\section*{The frozen exponent in minimal LCAO H$_2^+$: cost on the repulsive wall}

Atomic units (hartree, bohr) are used throughout, with 1 hartree $=27.211$ eV. The nuclei are clamped at distance $R$, the Hamiltonian is nonrelativistic, and $E$ includes the repulsion $1/R$, so that H $+$ H$^+$ lies at $-1/2$. The upper sign means bonding ($\sigma_g$), the lower antibonding ($\sigma_u$).

\subsection*{Where $\zeta=1$ enters}

Take $\psi_\pm=(a\pm b)/\sqrt{2(1\pm S)}$ with $a=(\zeta^3/\pi)^{1/2}e^{-\zeta r_a}$ and likewise $b$. With $w=\zeta R$ the two-centre integrals are
\begin{equation}
S=e^{-w}\left(1+w+\tfrac{w^2}{3}\right),\quad
J=\frac1w-e^{-2w}\left(1+\frac1w\right),\quad
K=e^{-w}(1+w),
\end{equation}
where $\langle a|r_b^{-1}|a\rangle=\zeta J$ and $\langle a|r_a^{-1}|b\rangle=\langle a|r_b^{-1}|b\rangle=\zeta K$. The orbital obeys
\begin{equation}
\left(-\tfrac12\nabla^2-\frac{1}{r_b}\right)b=\left(-\frac{\zeta^2}{2}+\frac{\zeta-1}{r_b}\right)b .
\label{eq:eig}
\end{equation}
The textbook derivation sets $\zeta=1$ at this step: the last term vanishes, $b$ is an eigenfunction of the free atom, and
\begin{equation}
E_\pm=-\frac12+\frac1R-\frac{J\pm K}{1\pm S}.
\end{equation}
The bonding curve has $R_e=2.49$ bohr and $D_e=0.0648$ hartree (1.76 eV). The assumption is that each orbital keeps its free-atom size when the second proton approaches.

For general $\zeta$, Eq.~\eqref{eq:eig} gives $\langle a|\hat T|b\rangle=\zeta^2(K-S/2)$. Together with $\langle a|\hat T|a\rangle=\zeta^2/2$, $\langle a|\hat V|a\rangle=-\zeta(1+J)$ and $\langle a|\hat V|b\rangle=-2\zeta K$ for the electron-nuclear attraction, this yields
\begin{equation}
E_\pm(\zeta,R)=\zeta^2t(w)+\zeta v(w)+\frac1R,\qquad
t=-\frac12+\frac{1\pm K}{1\pm S},\qquad
v=-\frac{1+J\pm2K}{1\pm S}.
\label{eq:E}
\end{equation}
The limit $R\to0$ of the bonding state shows that $\zeta=1$ must fail at short range. There $S,J,K\to1$, so $t\to1/2$, $v\to-2$, and the electronic energy is $\zeta^2/2-2\zeta$. Its minimum, $-2$ at $\zeta=2$, is the exact ground state of a one-electron atom of nuclear charge 2. The frozen exponent gives $-3/2$, an error of half a hartree.

\subsection*{First correction}

Put $\zeta=1+\delta$ at fixed $R$ and expand, $E=E^{(0)}+g\delta+\tfrac12k\delta^2+\tfrac16c\,\delta^3+\dots$ Differentiating Eq.~\eqref{eq:E}, with primes for $d/dw$ at $w=R$,
\begin{equation}
g=2t+v+R(t'+v'),\qquad k=2t+2R(2t'+v')+R^2(t''+v'').
\end{equation}
Minimising the quadratic part gives the first correction, and inserting its $\delta$ in the cubic term gives the next:
\begin{equation}
\delta_1=-\frac gk,\qquad \Delta E^{(2)}=-\frac{g^2}{2k},\qquad \Delta E^{(3)}=\frac{c\,\delta_1^3}{6}.
\label{eq:corr}
\end{equation}
For $k>0$ the correction $\Delta E^{(2)}$ is negative whichever way the orbital changes size. For the bonding state at $R\to0$ one has $g=-1$, $k=1$, $c=0$, and Eq.~\eqref{eq:corr} recovers the exact limit.

The gradient has a direct meaning. Let $T=\zeta^2t$ and $V=\zeta v+1/R$. From Eq.~\eqref{eq:E}, $\zeta\,\partial_\zeta E=2\zeta^2t+\zeta v+w(\zeta^2t'+\zeta v')$ and $R\,\partial_RE=w(\zeta^2t'+\zeta v')-1/R$, now with primes at $w=\zeta R$. Subtracting,
\begin{equation}
\zeta\,\frac{\partial E}{\partial\zeta}=2T+V+R\,\frac{\partial E}{\partial R}.
\label{eq:vir}
\end{equation}
The diatomic virial theorem says that the right side vanishes for an exact state. So $g$ is the virial defect of the frozen wavefunction, and optimising $\zeta$ restores the theorem.

\subsection*{Size at $R=1$ bohr}

At $\zeta=R=1$, $S=0.8584$, $J=0.7293$, $K=0.7358$, and $E_+^{(0)}=-0.2884$. With $R=1$ we have $w=\zeta$ and $E_+=1-\zeta^2/2+f$, where $f=N/D$ and
\begin{align}
N&=\zeta^2-\zeta-1+(1+\zeta)e^{-2\zeta}+(\zeta^3-\zeta^2-2\zeta)e^{-\zeta},\\
D&=1+(1+\zeta+\zeta^2/3)e^{-\zeta}.
\end{align}
The values and $\zeta$-derivatives at $\zeta=1$ are
\begin{align}
N&=-1-2e^{-1}+2e^{-2}=-1.4651, & D&=1+\tfrac73e^{-1}=1.8584,\nonumber\\
N'&=1+e^{-1}-3e^{-2}=0.9619, & D'&=-\tfrac23e^{-1}=-0.2453,\nonumber\\
N''&=2+4e^{-1}+4e^{-2}=4.0129, & D''&=-\tfrac13e^{-1}=-0.1226.
\end{align}
Differentiating $N=fD$ gives $f=-0.7884$, $f'=(N'-fD')/D=0.4135$ and $f''=(N''-2f'D'-fD'')/D=2.2165$. Hence $g=f'-1=-0.5865$ and $k=f''-1=1.2165$, and
\begin{equation}
\delta_1=+0.482,\qquad \Delta E^{(2)}=-0.1414\ \text{hartree}=-3.85\ \text{eV}.
\end{equation}
A step of this length is not small, so the cubic term needs a look. One more differentiation, with $N'''=-7e^{-1}-4e^{-2}$ and $D'''=\tfrac23e^{-1}$, gives $c=f'''=-0.614$ and $\Delta E^{(3)}=-0.0115$, for a sum of $-0.1528$. Solving $\partial_\zeta E_+=0$ numerically gives $\zeta^*=1.538$ and $E_+=-0.4410$, a full shift of $-0.1526$ hartree ($-4.15$ eV). The quadratic term supplies 93\% of it and should be quoted as about $-0.14$ hartree.

The antibonding state follows by reversing the sign of the $e^{-\zeta}$ terms in $N$ and $D$. Both states at $R=1$, in hartree:

\begin{tabular}{lrrrrrrr}
state & $E^{(0)}$ & $g$ & $k$ & $\Delta E^{(2)}$ & $\zeta^*$ & $E(\zeta^*)$ & full shift\\
$\sigma_g$ & $-0.2884$ & $-0.5865$ & 1.2165 & $-0.141$ & 1.538 & $-0.4410$ & $-0.1526$\\
$\sigma_u$ & 0.5454 & 0.5181 & 1.2571 & $-0.107$ & 0.658 & 0.4513 & $-0.0941$
\end{tabular}

The bonding orbital contracts and the antibonding one expands, so no single exponent suits both states. For $\sigma_u$ the quadratic estimate overshoots the full shift: $\Delta E^{(2)}$ comes from a truncated series and is not a variational bound, whereas $E(\zeta^*)$ is an upper bound to the lowest state of each symmetry.

For the bonding wall the consequences are large.
\begin{itemize}
\item Height. The frozen curve stands 0.2116 hartree above H $+$ H$^+$ at $R=1$, the scaled curve only 0.0590. The shift is more than twice the frozen-exponent well depth.
\item Energy partition. At $\zeta=1$, $T=0.4340$ and $V=-0.7224$, so $2T+V=0.1456$. The slope is $\partial_RE=-0.7321$ hartree/bohr, and the two add up to $g$, as Eq.~\eqref{eq:vir} requires. The frozen $T$ lies below the free-atom value $1/2$. At $\zeta^*$ it is 0.949.
\item Force. At $\zeta^*$ the left side of Eq.~\eqref{eq:vir} is zero and the total derivative along the scaled curve equals $\partial_RE$, so $dE/dR=-(2T+V)/R=-(T+E)/R=-0.508$ hartree/bohr. The frozen wall is 44\% steeper than the scaled one.
\end{itemize}
The same freedom matters much less at the bottom of the well. At fixed $w$, Eq.~\eqref{eq:E} reads $\zeta^2t+\zeta(v+1/w)$, whose minimum over $\zeta$ is $-(v+1/w)^2/(4t)$ at $\zeta=-(v+1/w)/(2t)$. Minimising this over $w$ gives $w=2.48$, $\zeta=1.24$, $R_e=2.00$ bohr and $D_e=0.0865$ hartree (2.35 eV), a gain in depth of only 0.022 hartree. Because the lowering grows toward short $R$, it pulls the minimum inward.

\subsection*{What scaling leaves out}

The orbitals remain spherical about each nucleus, and the cost of that restriction rivals $\Delta E^{(3)}$. In the coordinates $\mu=(r_a+r_b)/R$ and $\nu=(r_a-r_b)/R$,
\begin{equation}
a+b\propto e^{-w\mu/2}\cosh(w\nu/2)=e^{-w\mu/2}\left(1+\tfrac{w^2}{8}\nu^2+\dots\right),
\end{equation}
so one parameter fixes both the outward decay and the variation with $\nu$, which sets how much amplitude sits at the nuclei ($\nu=\pm1$, $\mu=1$) relative to the midpoint ($\nu=0$, $\mu=1$). To untie them use $\phi_0=e^{-\alpha(\mu-1)}$ and $\phi_1=\nu^2\phi_0$. The volume element is $(R/2)^3(\mu^2-\nu^2)\,d\mu\,d\nu\,d\varphi$. Without the common factor $2\pi(R/2)^3$, the overlap and electronic Hamiltonian matrices are
\begin{align}
\mathsf S_{ij}&=\iint(\mu^2-\nu^2)\,\phi_i\phi_j\,d\mu\,d\nu,\\
\mathsf H_{ij}&=\iint\left[\frac{2}{R^2}\Big((\mu^2-1)\,\partial_\mu\phi_i\,\partial_\mu\phi_j+(1-\nu^2)\,\partial_\nu\phi_i\,\partial_\nu\phi_j\Big)-\frac{4\mu}{R}\phi_i\phi_j\right]d\mu\,d\nu,
\end{align}
with $1\le\mu<\infty$ and $-1\le\nu\le1$. For $R=1$ and the trial choice $\alpha=0.8$,
\begin{equation}
\mathsf H=\begin{pmatrix}-4.8750&-1.6250\\-1.6250&0.3583\end{pmatrix},\qquad
\mathsf S=\begin{pmatrix}3.3724&1.0130\\1.0130&0.5792\end{pmatrix}.
\end{equation}
The lower root of $\det(\mathsf H-\varepsilon\mathsf S)=0$ is $\varepsilon=-1.4515$, so $E=-0.4515$. The eigenvector is $\phi_0+0.129\,\phi_1$, against a $\nu^2$ coefficient $w^2/8=0.296$ in the scaled LCAO function, which therefore favours the nuclei over the midpoint more strongly than this lower-energy function does. The energy $-0.4515$ is a variational upper bound, so the scaled LCAO energy lies at least 0.0105 hartree above the exact clamped-nuclei value at $R=1$. This two-function calculation bounds the remainder from one side only, and it shows that refining the series in $\delta$ beyond the cubic term gains nothing useful until the shape of the orbitals is freed as well.